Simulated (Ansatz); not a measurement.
# A series in volume per atom on TiAu

Periodic Kohn-Sham DFT of a crystal at fixed atoms; pressure and stress are positive in compression; the energy is the free energy less that of spherical unpolarised free atoms; site moments are those in the method's own spheres, positive along +z. The results are calculated, by Ansatz 0.2.0.

Cell of the first row (space group Pm-3m, No. 221):
```
TiAu
1.0
      3.1876     0.0000     0.0000
      0.0000     3.1876     0.0000
      0.0000     0.0000     3.1876
Ti Au
1 1
Direct
  0.50000 0.50000 0.50000
  0.00000 0.00000 0.00000
```

Settings of every row: method frozen-core PAW; functional PBEsol; relativity scalar; k mesh 10x10x10; filling fermi-dirac; smearing width 0.08 eV; wave cutoff 420 eV; paw set soft_2.

Atom start moment: 0 on all atoms.

Limits: PAW files made with PBE; no spin-orbit coupling on heavy atoms.

| row | volume per atom (Å³) | pressure (GPa) |
| --- | --- | --- |
| 1 | 16.194 | 5.02 |
| 2 | 16.538 | 1.364 |
| 3 | 16.883 | -1.885 |
| 4 | 17.055 | ? |
| 5 | 17.228 | -4.771 |
| 6 | 17.4 | -6.09 |
| 7 | 17.572 | -7.332 |
| 8 | 17.917 | -9.601 |
| 9 | 18.261 | -11.609 |

Question: what pressure should row 4 give?

Worked fit of pressure. Take u = (V_r/V)^(2/3) − 1 with V_r = 17.314 Å³ an atom, which is twice the finite (Eulerian) strain; such expansions in the strain, on which the Birch-Murnaghan equation of state is built, carry the rest volume and the bulk modulus. The shown rows have u = 0.04559, 0.03104, 0.01695, 0.00333, -0.0033, -0.00981, -0.02256, -0.03488. Least squares give pressure = −5.4421 + 198.646 × u + 647.62 × u² + 622 × u³ GPa; a parabola predicts inner rows, each left out in turn, worse (root mean square 0.01 against 0.0031 GPa). The rows lie off it by 0.001, -0.002, 0.001, 0.002, 0.001, -0.003, 0.000, 0.000. The pressure vanishes at u = 0.0253, or V = 16.68 Å³ an atom, and there the bulk modulus at fixed shape and fractions is B = −V dP/dV = (2/3)(1 + u) dP/du = 159 GPa. The withheld row has u = 0.0101, so the fit gives −5.4421 + 198.646 × (0.0101) + 647.62 × (0.0101)² + 622 × (0.0101)³ = -3.369 GPa.

The calculation gave -3.371 GPa. The fit lies 0.002 GPa (0.012 % of the column's range) above it; its largest miss of a shown row is 0.003 GPa.
